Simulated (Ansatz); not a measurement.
# YPb₃: the change of energy less free atoms and pressure with volume scale

Periodic Kohn-Sham DFT of a crystal at fixed atoms, scaled to volume_scale times the given cell; pressure positive in compression, energy less spherical unpolarised free atoms, largest_vzz the field gradient of largest size among the nuclei. The results are calculated, by Ansatz 0.2.0.

The cell before it is scaled or strained (space group Pm-3m, No. 221):
```
cell vectors (Å)
   4.8230     0.0000     0.0000
   0.0000     4.8230     0.0000
   0.0000     0.0000     4.8230
atoms (fractions of the cell vectors)
Y   0.00000  0.00000  0.00000
Pb  0.00000  0.50000  0.50000
Pb  0.50000  0.00000  0.50000
Pb  0.50000  0.50000  0.00000
```

Settings of every row: method all-electron LAPW; functional PBEsol; relativity scalar; k mesh 8x8x8; filling fermi-dirac; smearing width 0.08 eV; basis error target 0.5 meV/atom; nucleus gaussian.

Atom start moment: 0 on all atoms.

Limits: no spin-orbit coupling on heavy atoms.

```csv
row,volume scale,V (Å³/atom),energy less free atoms (eV/atom),pressure (GPa)
1,0.94,26.365,-4.5622,3.35
2,0.98,27.486,?,?
3,1,28.047,-4.5759,-0.518
4,1.01,28.328,-4.5745,-1.045
5,1.04,29.169,-4.5652,-2.458
```

Question: what energy less free atoms and pressure should row 2 give?

Worked fit of energy less free atoms. Take u = (V_r/V)^(2/3) − 1 with V_r = 28.188 Å³ an atom, which is twice the finite (Eulerian) strain; such expansions in the strain, on which the Birch-Murnaghan equation of state is built, carry the rest volume and the bulk modulus. The shown rows have u = 0.04558, 0.00335, -0.0033, -0.02255. Least squares give energy less free atoms = −4.57532 − 0.205 × u + 10.81 × u² eV/atom; a straight line predicts inner rows, each left out in turn, worse (root mean square 0.0072 against 4.2e-05 eV/atom). All shown rows lie on it to the printed digit. Its lowest point lies at u = 0.0095, or V = 27.79 Å³ an atom, and the curvature there gives the bulk modulus at fixed shape and fractions, B = (4/9)(1 + u)² E″(u)/V = 56.5 GPa. The withheld row has u = 0.01696, so the fit gives −4.57532 − 0.205 × (0.01696) + 10.81 × (0.01696)² = -4.5757 eV/atom.

The calculation gave -4.5757 eV/atom. The fit meets it to the printed digit.

Worked fit of pressure. Take u = (V_r/V)^(2/3) − 1 with V_r = 28.188 Å³ an atom, which is twice the finite (Eulerian) strain; such expansions in the strain, on which the Birch-Murnaghan equation of state is built, carry the rest volume and the bulk modulus. The shown rows have u = 0.04558, 0.00335, -0.0033, -0.02255. Least squares give pressure = −0.7863 + 79.625 × u + 244.01 × u² GPa; a straight line predicts inner rows, each left out in turn, worse (root mean square 0.16 against 0.0027 GPa). The rows lie off it by 0.000, -0.001, 0.001, 0.000. The pressure vanishes at u = 0.0096, or V = 27.79 Å³ an atom, and there the bulk modulus at fixed shape and fractions is B = −V dP/dV = (2/3)(1 + u) dP/du = 56.7 GPa. The withheld row has u = 0.01696, so the fit gives −0.7863 + 79.625 × (0.01696) + 244.01 × (0.01696)² = 0.634 GPa.

The calculation gave 0.629 GPa. The fit lies 0.005 GPa (0.086 % of the column's range) above it; its largest miss of a shown row is 0.001 GPa.
